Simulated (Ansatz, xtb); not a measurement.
CH12Si4: which of two isomers lies lower

Structure a is `C[SiH2][SiH2][SiH2][SiH3]`, a singlet and structure b is `C[Si]([SiH3])([SiH3])[SiH3]`, a singlet. Both are isolated molecules in the gas phase, relaxed with r2SCAN-D4/def2-SVP; each stands in its lowest conformer found.

Quicker runs give these differences E(b) − E(a): GFN2-xTB +0.69 kcal/mol; HF/STO-3G +1.80 kcal/mol (at GFN2-xTB geometries); r2SCAN-D4/def2-SVP//GFN2-xTB −0.50 kcal/mol.

Task: Estimate E(b) − E(a) at the level CCSD(T)/def2-SVP + ΔMP2/def2-TZVPP.

Result: Too close to call at this level: CCSD(T)/def2-SVP + ΔMP2/def2-TZVPP gives E(b) − E(a) = −0.45 kcal/mol.

The same difference at several levels:

```json
{"level": "GFN2-xTB", "geometry": "GFN2-xTB", "E(b) − E(a) (kcal/mol)": "+0.69", "departure from the last row (kcal/mol)": "+1.14", "job, with rough time for the two": "optimisation, 0.33 s"}
{"level": "HF/STO-3G", "geometry": "GFN2-xTB", "E(b) − E(a) (kcal/mol)": "+1.80", "departure from the last row (kcal/mol)": "+2.25", "job, with rough time for the two": "single point, 0.4 s"}
{"level": "r2SCAN-D4/def2-SVP//GFN2-xTB", "geometry": "GFN2-xTB", "E(b) − E(a) (kcal/mol)": "−0.50", "departure from the last row (kcal/mol)": "−0.05", "job, with rough time for the two": "single point, 4.2 s"}
{"level": "r2SCAN-D4/def2-SVP", "geometry": "r2SCAN-D4/def2-SVP", "E(b) − E(a) (kcal/mol)": "−0.78", "departure from the last row (kcal/mol)": "−0.33", "job, with rough time for the two": "optimisation, 51 s"}
{"level": "HF/def2-SVP", "geometry": "r2SCAN-D4/def2-SVP", "E(b) − E(a) (kcal/mol)": "−0.30", "departure from the last row (kcal/mol)": "+0.15", "job, with rough time for the two": "part of the CCSD(T) run"}
{"level": "MP2/def2-SVP", "geometry": "r2SCAN-D4/def2-SVP", "E(b) − E(a) (kcal/mol)": "−1.49", "departure from the last row (kcal/mol)": "−1.03", "job, with rough time for the two": "part of the CCSD(T) run"}
{"level": "CCSD(T)/def2-SVP", "geometry": "r2SCAN-D4/def2-SVP", "E(b) − E(a) (kcal/mol)": "−0.97", "departure from the last row (kcal/mol)": "−0.52", "job, with rough time for the two": "single point"}
{"level": "CCSD(T)/def2-SVP + ΔMP2/def2-TZVPP", "geometry": "r2SCAN-D4/def2-SVP", "E(b) − E(a) (kcal/mol)": "−0.45", "departure from the last row (kcal/mol)": "", "job, with rough time for the two": "single point, 46 s"}
```

As drawn, both hold the same kinds of bond in the same numbers.

The largest departure from CCSD(T)/def2-SVP + ΔMP2/def2-TZVPP is that of HF/STO-3G, 2.25 kcal/mol. The last row adds to CCSD(T) the change of the MP2 difference between the two basis sets, here +0.52 kcal/mol.

With thermal terms from frequencies at re-optimised GFN2-xTB minima (ideal gas, soft modes damped towards free rotors, one conformer each, 298.15 K, 1 atm): the zero-point term adds −0.44 kcal/mol; ΔH is −0.31 and ΔG −0.79 kcal/mol.

The correlated steps freeze 21 core orbitals. Codes used: Ansatz 0.2.0, xtb 6.7.1; the last row on 4 threads of Arm Neoverse V1 on a shared host.

The methylated chain and the branched methylsilane are nearly isoenergetic, as expected when the bond types balance and only their arrangement differs. Long Si–Si bonds keep the silyl groups around the branched centre well apart, so crowding costs little. Branching also brings more groups into 1,3 contact, and their medium-range correlation probably supplies the slight pull towards b. In the same basis, the difference goes from −0.30 kcal/mol with HF to −0.97 with CCSD(T), while MP2 exaggerates the shift. The larger basis then takes back much of this gain, so the sign is not secure.

The positive HF/STO-3G value probably reflects the missing polarisation functions on silicon rather than a real preference for the chain. The close match of r2SCAN-D4 at the GFN2-xTB geometry looks partly fortuitous, since relaxation moves it away. Nor does the free energy settle the order at room temperature: the flexible chain should gain more from conformational mixing, which would offset some of the small advantage of b.
